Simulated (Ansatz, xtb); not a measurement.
**Two isomers of C5H4BF3S**

Structure X is `Bc1cc(C(F)(F)F)cs1`, a singlet and structure Y is `Bc1cscc1C(F)(F)F`, a singlet. Both are isolated molecules in the gas phase, relaxed with B3LYP/def2-SVP; the shapes shown needn't be the lowest conformers.

X (Å):

```yaml
atoms:
  - { symbol: C, position_ang: [1.4398, 2.6537, -0.0921] }
  - { symbol: C, position_ang: [0.4329, 1.7391, 0.2003] }
  - { symbol: C, position_ang: [0.8487, 0.6828, 1.0483] }
  - { symbol: C, position_ang: [-0.0580, -0.4219, 1.5090] }
  - { symbol: C, position_ang: [2.1805, 0.7867, 1.4082] }
  - { symbol: B, position_ang: [1.3697, 3.9047, -0.9610] }
  - { symbol: F, position_ang: [-0.6030, -1.0772, 0.4684] }
  - { symbol: F, position_ang: [-1.0785, 0.0521, 2.2466] }
  - { symbol: F, position_ang: [0.5992, -1.3227, 2.2586] }
  - { symbol: S, position_ang: [2.9174, 2.1638, 0.7165] }
  - { symbol: H, position_ang: [0.3243, 4.1883, -1.4912] }
  - { symbol: H, position_ang: [2.3374, 4.6056, -1.1208] }
  - { symbol: H, position_ang: [-0.5791, 1.8389, -0.1961] }
  - { symbol: H, position_ang: [2.7359, 0.1025, 2.0485] }
```

Y (Å):

```xyz
14

C     0.5380    1.6358   -0.1510
C     0.0885    0.6833   -1.0546
C     1.1100   -0.3873    0.9256
C     1.1305    0.9785    0.9969
C     1.7212    1.7079    2.1720
B     0.3807    3.1416   -0.4254
F     2.1997    0.8509    3.0930
F     2.7383    2.5058    1.8028
F     0.8108    2.4847    2.7847
S     0.3685   -0.9324   -0.5418
H    -0.1471    3.4894   -1.4534
H     0.7677    3.9719    0.3530
H    -0.4005    0.8755   -2.0097
H     1.4904   -1.0990    1.6559
```

Task: Estimate which is lower in electronic energy at CCSD(T)/def2-SVP + ΔMP2/def2-TZVPP, and by roughly how much.

Result: The CCSD(T)/def2-SVP + ΔMP2/def2-TZVPP calculation puts structure X lower, by 0.147 eV.

Level by level:

```
                             level        geometry  E(Y) − E(X) (eV)  departure from the last row (eV)  job, with rough time for the two
                          GFN2-xTB        GFN2-xTB              +0.084                            −0.063              optimisation, 0.19 s
                         HF/STO-3G        GFN2-xTB              +0.081                            −0.066               single point, 1.1 s
                r2SCAN-D4/def2-SVP        GFN2-xTB              +0.159                            +0.012                single point, 13 s
                    B3LYP/def2-SVP  B3LYP/def2-SVP              +0.164                            +0.017             optimisation, 3.2 min
                       HF/def2-SVP  B3LYP/def2-SVP              +0.139                            −0.008           part of the CCSD(T) run
                      MP2/def2-SVP  B3LYP/def2-SVP              +0.141                            −0.006           part of the CCSD(T) run
                  CCSD(T)/def2-SVP  B3LYP/def2-SVP              +0.124                            −0.023                      single point
CCSD(T)/def2-SVP + ΔMP2/def2-TZVPP  B3LYP/def2-SVP              +0.147                                               single point, 9.1 min
```

As drawn, both hold the same kinds of bond in the same numbers.

None of the levels shown reverses the order. The largest departure from CCSD(T)/def2-SVP + ΔMP2/def2-TZVPP is that of HF/STO-3G, 0.066 eV. The last row adds to CCSD(T) the change of the MP2 difference between the two basis sets, here +0.023 eV.

With thermal terms from frequencies at re-optimised GFN2-xTB minima (ideal gas, soft modes damped towards free rotors, one conformer each, 298.15 K, 1 atm): the zero-point term adds +0.003 eV; ΔH is +0.147 and ΔG +0.163 eV.

The correlated steps freeze 14 core orbitals. Programs: Ansatz 0.2.0, xtb 6.7.1; the last row on 2 threads of Arm Neoverse V1 on a shared host.

The 2-boryl-4-trifluoromethyl thiophene (X) is favoured over its 3-boryl-4-trifluoromethyl isomer (Y), modestly but consistently. Hartree–Fock in the smaller def2 basis already gives +0.139 eV, so the preference doesn't depend on a large differential correlation energy. In both structures the BH2 group lies in the ring plane, where its empty boron p orbital can accept π density. Attachment next to sulfur probably makes this more effective, because the acceptor then sits at the end of the diene and conjugates with both double bonds as well as the sulfur lone pair. Y also places two electron-withdrawing groups on adjacent carbons, which should add electrostatic and some steric repulsion. Its fluorines are too far from boron for a compensating B–F donor–acceptor bond. The thermal terms leave the preference for X intact, as expected for isomers with such similar bonds. Since moving the boryl group changes both its ring position and its proximity to CF3, the energy difference alone can't apportion the preference between conjugation and repulsion.
